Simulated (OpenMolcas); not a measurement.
**CH3BTe (SMILES B1C[Te]1): the energy, rung by rung**

CH3BTe: 6 atoms, total charge 0, spin state singlet. SMILES: `B1C[Te]1`. The shape comes from GFN2-xTB, which is rough for such elements, and wasn't checked as a minimum.

```xyz
6

B    -0.4759   -0.6038   -0.4708
C     0.1767    0.5830    0.2161
Te    1.0314   -1.3966    0.7085
H    -1.3117   -0.9025   -1.2085
H     0.8617    1.2382   -0.3022
H    -0.2822    1.0818    1.0569
```

Quantity: the energy change with the B1–H4 bond stretched from 1.154 to 1.327 Å, in eV. The values are calculated.

| level | kind | program | value (eV) | less CCSD(T)/def2-SVP | CPU time (all runs) |
| --- | --- | --- | --- | --- | --- |
| HF/def2-SVP (core potential) (restricted) | Hartree–Fock | OpenMolcas | 0.20 | +0.05 | 8.2 s |
| SVWN5/def2-SVP (core potential) (restricted) | LDA | OpenMolcas | 0.10 | -0.05 | 25 s |
| BLYP/def2-SVP (core potential) (restricted) | GGA | OpenMolcas | 0.12 | -0.03 | 38 s |
| TPSS/def2-SVP (core potential) (restricted) | meta-GGA | OpenMolcas | 0.15 | 0.00 | 49 s |
| B3LYP/def2-SVP (core potential) (restricted) | global hybrid | OpenMolcas | 0.15 | 0.00 | 32 s |
| BHLYP/def2-SVP (core potential) (restricted) | global hybrid | OpenMolcas | 0.19 | +0.04 | 28 s |
| M06-2X/def2-SVP (core potential) (restricted) | hybrid meta-GGA | OpenMolcas | 0.17 | +0.02 | 39 s |
| B2PLYP/def2-SVP (core potential) (restricted) | double hybrid | OpenMolcas | 0.16 | +0.01 | 26 s |
| MP2/def2-SVP (core potential) (restricted) | perturbation theory | OpenMolcas | 0.17 | +0.02 | 7.2 s |
| CCSD(T)/def2-SVP (core potential) (restricted) | coupled cluster or CI | OpenMolcas | 0.15 | 0.00 | 51 s |

CCSD(T)/def2-SVP (core potential) (restricted) is the highest level here, not the true value. The first shape isn't each level's own minimum. The values span 0.10 to 0.20 eV. In the correlated wave-function rows the outer d shell of Te is correlated, in sets not made for it. CPU times are rough (shared hosts, several kinds of processor): they show what a rung costs within a factor of a few.

Stretching the B–H bond costs 0.15 eV with CCSD(T), with Hartree–Fock above this and LDA and BLYP below it. Correlation softens the stretch because mixing in B–H σ* character becomes easier as the bond lengthens, and Hartree–Fock lacks this relief. MP2 recovers most of the lowering. Along BLYP, B3LYP and BHLYP the cost rises with the share of exact exchange, but TPSS matches B3LYP without any, so that share alone doesn't set the result.

The starting distance of 1.154 Å is somewhat short for a terminal B–H bond, so the stretch probably begins on the repulsive wall and passes through the minimum. The energy change would then be smaller than for an equal stretch from equilibrium, and methods that favour longer bonds would give lower values even with a similar force constant. The agreement of TPSS and B3LYP with CCSD(T) therefore supports their use for this displacement, but a single energy difference can't separate bond length from stiffness, nor does it test B–H dissociation.
